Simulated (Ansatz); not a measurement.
## ZrC: Boltzmann equation against the high-temperature formula — Ansatz, plane waves and PAW

Space group Fm-3m (No. 225), 2 atoms in the cell of the first input below: a = 3.302 Å, b = 3.302 Å, c = 3.302 Å, α = 60.00°, β = 60.00°, γ = 60.00°.

The cell was built from a prototype of a structure type listed for this compound, relaxed without spin–orbit coupling to zero pressure (pressure 0.0 GPa with this functional, without spin–orbit coupling). Functional: PBEsol.

Input:

```yaml
crystal:
  lattice:
    - [0.0, 2.3345844179, 2.3345844179]
    - [2.3345844179, 0.0, 2.3345844179]
    - [2.3345844179, 2.3345844179, 0.0]
  atoms:
    - { symbol: Zr, position: [0.5, 0.5, 0.5] }
    - { symbol: C, position: [0.0, 0.0, 0.0] }
basis:
  ecutwfc: 420
  ecutrho_ratio: 4
kpoints:
  mp_grid: { grid: [12, 12, 12] }
hamiltonian:
  xc: pbesol
scf:
  occupations: { method: methfessel_paxton, width: 0.2 }
output: {}
phonons:
  supercell: [2, 2, 2]
  qpath:
    path:
      - [[0.0, 0.0, 0.0], [0.5, 0.0, 0.5], [0.625, 0.25, 0.625]]
      - [[0.375, 0.375, 0.75], [0.0, 0.0, 0.0], [0.5, 0.5, 0.5], [0.5, 0.25, 0.75], [0.5, 0.0, 0.5]]
    npoints: 6
  electrical_resistivity: { mesh: [24, 24, 24], temperatures: [50, 100, 200, 300, 500] }
  superconductivity: { mesh: [24, 24, 24], eliashberg_equations: false }
```

```bash
ansatz run input.yaml --threads 8 --pin off --max-ram 15360MiB --backend cpu --events-out ev --progress --plain --runs-dir out
```

Time: 40 s on 8 threads of Intel(R) Xeon(R) Platinum 8259CL CPU @ 2.50GHz (Skylake/Cascade Lake), with other jobs on the host, peak memory 1.4 GiB.

λ_tr,xx from the finest mesh down: 0.197, 0.207, 0.222. The next coarser mesh moves the resistivity at 300 K by 10 % along the axis that moves most.

The run gives λ_tr,xx = 0.197 and a Drude plasma energy ħω_p,xx = 3.20 eV.

**Question.** Estimate the resistivity along x at 300 K from the high-temperature formula.

**Answer.** ħ/τ = 2π λ_tr k_B T = 0.0320 eV and ρ = 1/(ε0 ω_p² τ) = 23.23 μΩ cm. The Boltzmann solution gives 16.30 μΩ cm, so the estimate is 43 % high; λ_tr itself still moves by 5 % between the two finest meshes.

```
T (K)  ρ_xx (μΩ cm)  ρ_zz (μΩ cm)  formula, xx  R_H, field along x, y or z (10⁻¹¹ m³/C)
   50          0.10          0.10         3.87                                      106
  100          1.25          1.25         7.74                                     68.6
  200          7.48          7.48        15.49                                     51.8
  300         16.30         16.30        23.23                                       49
  500         33.31         33.31        38.72                                     52.6
```

At 300 K the next coarser mesh moves R_H by up to 14 %.

At 50 K the solution is 0.027 times the linear formula, and at 500 K 0.86 times. The formula is meant for temperatures above the phonon energies and for bands that vary little within k_B T.

Caveats: few states lie at the Fermi level, as in a semimetal, so the smearing of 0.2 eV and the mesh draw its small Fermi surface poorly; in a semimetal R_H is a small difference of electron and hole terms, so even its sign is unsure; not converged in the fine mesh; small supercell, couplings not converged in it.

The linear formula overestimates the resistivity at every temperature listed, but the relative gap narrows steadily on warming. This is the expected freezing-out of phonons: λ_tr counts all modes as if classically populated, whereas the stiff vibrations of the light carbon atoms need much more thermal energy than the zirconium-dominated acoustic modes. At low temperature, the remaining long-wavelength phonons also scatter mostly through small angles and relax the current poorly. Part of the difference at 300 K may instead come from thermally accessible states around the pseudogap between bonding and antibonding Zr 4d–C 2p bands, which a plasma energy taken at the Fermi level misses.

Measured resistivities of ZrC are usually well above 16.30 μΩ cm at room temperature, probably because real samples contain carbon vacancies, whose scattering is absent here. The positive Hall coefficient also contrasts with the electron-like sign usually measured; a slightly misplaced balance of electron and hole pockets, or doping by those vacancies, could account for this.
